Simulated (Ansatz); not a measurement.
## Ligand exchange: BH(CH3)F + C3H6S → BH(CH3)(SH) + C3H5F

Species: BH(CH3)F, singlet; C3H6S (allyl mercaptan) `C=CCS`, singlet; BH(CH3)(SH), singlet; C3H5F (allyl fluoride) `C=CCF`, singlet. The partners trade F for SH: B–F and C–SH bonds give way to B–SH and C–F.

Shapes, held fixed at every level: PBE0-D4/def2-TZVP. Flexible molecules stand in one conformer, not always the lowest. Programs: Ansatz 0.2.0. Electronic energies: no zero-point or thermal term.

```tsv
level	kind	ΔE (kJ/mol)	less CCSD(T)/CBS estimate
r2SCAN-D4/def2-TZVPP	meta-GGA	+79.8	-7.7
B3LYP-D4/def2-TZVPP	global hybrid	+83.4	-4.1
wB97M-V/def2-TZVPP	range-separated hybrid	+84.8	-2.7
B2PLYP/def2-TZVPP	double hybrid	+85.3	-2.2
MP2/def2-TZVPP	perturbation theory	+92.3	+4.8
CCSD/def2-TZVPP	coupled cluster or CI	+86.3	-1.2
CCSD(T)/CBS estimate	coupled cluster or CI	+87.5	0.0
```

The highest level, CCSD(T)/CBS estimate, gives ΔE = +87.5 kJ/mol; the levels span +79.8 to +92.3. The column of differences is taken from that level and isn't an error. No measured value is set beside it here. The CBS estimate extrapolates MP2 from def2-TZVPP and def2-QZVPP and adds CCSD(T) − MP2 in the triple-zeta set, cores frozen.

The exchange is strongly uphill at every level, so boron keeps fluorine and the allyl carbon keeps sulfur. Fluorine binds more strongly than sulfur to either centre, but its advantage is much larger at boron. The B–F bond is short and highly polar, and a fluorine lone pair donates into boron's formally empty p orbital. Sulfur can also donate to boron, but its lower electronegativity gives a much less polar σ bond. The saturated carbon bearing the substituent has no comparable low-lying empty orbital, so forming C–F recovers only part of what is lost at boron.

The spread between methods is small beside the reaction energy and leaves its direction unchanged. All the density functionals fall below the reference and MP2 lies above it, probably reflecting different treatments of correlation in the polar bonds. With two molecules on each side, entropy is unlikely to reverse the preference. The total reaction energy doesn't separate the π-donation and σ-polarity contributions.
